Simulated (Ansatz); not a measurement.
# Ni: pressure and energy change per atom as volume scale varies

Results calculated with Ansatz 0.2.0, not measured. Plane-wave DFT, scalar-relativistic PAW made under PBE with cores redone for the functional, no dispersion; the given relaxed cell is scaled uniformly, energy at zero smearing counts from the unscaled cell, pressure at the given Fermi-Dirac smearing is positive in compression.

The cell before it is scaled or strained (space group P6_3/mmc, No. 194):
```
CELL_PARAMETERS angstrom
2.43930 0.00000 0.00000
-1.21960 2.11250 0.00000
0.00000 0.00000 4.08940
ATOMIC_POSITIONS crystal
Ni 0.33333 0.66667 0.25000
Ni 0.66667 0.33333 0.75000
```

Settings of every row: spin polarised yes; functional r2SCAN; wave cutoff 500 eV; smearing width 0.05 eV; k mesh 17x17x9.

Atom:
| element | starting moment (Bohr magneton) |
| --- | --- |
| Ni | 0.76 |
| Ni | 0.76 |

Limits: search for a lower magnetic state is off; the cell comes from a prototype or a list of computed structures and needn't be the stable phase.

| row | volume scale | V (Å³/atom) | pressure (GPa) | energy change per atom (meV) | largest site moment (Bohr magneton) |
| --- | --- | --- | --- | --- | --- |
| 1 | 0.88 | 9.272 | 38.22 | 132.94 | 0.73 |
| 2 | 0.92 | 9.693 | 22.33 | 54.28 | 0.74 |
| 3 | 0.96 | 10.115 | ? | ? | ? |
| 4 | 1.04 | 10.958 | -7.67 | 10.26 | 0.77 |
| 5 | 1.08 | 11.379 | -13.69 | 38.48 | 0.79 |
| 6 | 1.12 | 11.801 | -18.34 | 80.75 | 0.82 |

Question: what pressure and energy change per atom should row 3 give?

Worked fit of pressure. Take u = (V_r/V)^(2/3) − 1 with V_r = 10.958 Å³ an atom, which is twice the finite (Eulerian) strain; such expansions in the strain, on which the Birch-Murnaghan equation of state is built, carry the rest volume and the bulk modulus. The shown rows have u = 0.11782, 0.08521, 0, -0.02482, -0.04821. Least squares give pressure = −7.774 + 267.124 × u + 1037.86 × u² GPa; a straight line predicts inner rows, each left out in turn, worse (root mean square 3 against 0.27 GPa). The rows lie off it by 0.11, -0.19, 0.10, 0.07, -0.10 (root mean square 0.12 GPa). The withheld row has u = 0.05482, so the fit gives −7.774 + 267.124 × (0.05482) + 1037.86 × (0.05482)² = 9.99 GPa.

The calculation gave 9.84 GPa. The fit lies 0.15 GPa (1.5 % of the value, 0.27 % of the column's range) above it; its largest miss of a shown row is 0.19 GPa.

Worked fit of energy change per atom. Take u = (V_r/V)^(2/3) − 1 with V_r = 10.958 Å³ an atom, which is twice the finite (Eulerian) strain; such expansions in the strain, on which the Birch-Murnaghan equation of state is built, carry the rest volume and the bulk modulus. The shown rows have u = 0.11782, 0.08521, 0, -0.02482, -0.04821. Least squares give energy change per atom = 9.551 − 758.213 × u + 15261.02 × u² meV; a straight line predicts inner rows, each left out in turn, worse (root mean square 43 against 2 meV). The rows lie off it by 0.88, -1.47, 0.71, 0.71, -0.82 (root mean square 0.96 meV). The withheld row has u = 0.05482, so the fit gives 9.551 − 758.213 × (0.05482) + 15261.02 × (0.05482)² = 13.85 meV.

The calculation gave 12.64 meV. The fit lies 1.21 meV (9.6 % of the value, 0.99 % of the column's range) above it; its largest miss of a shown row is 1.47 meV.

The other values of row 3: largest site moment 0.74 Bohr magneton.
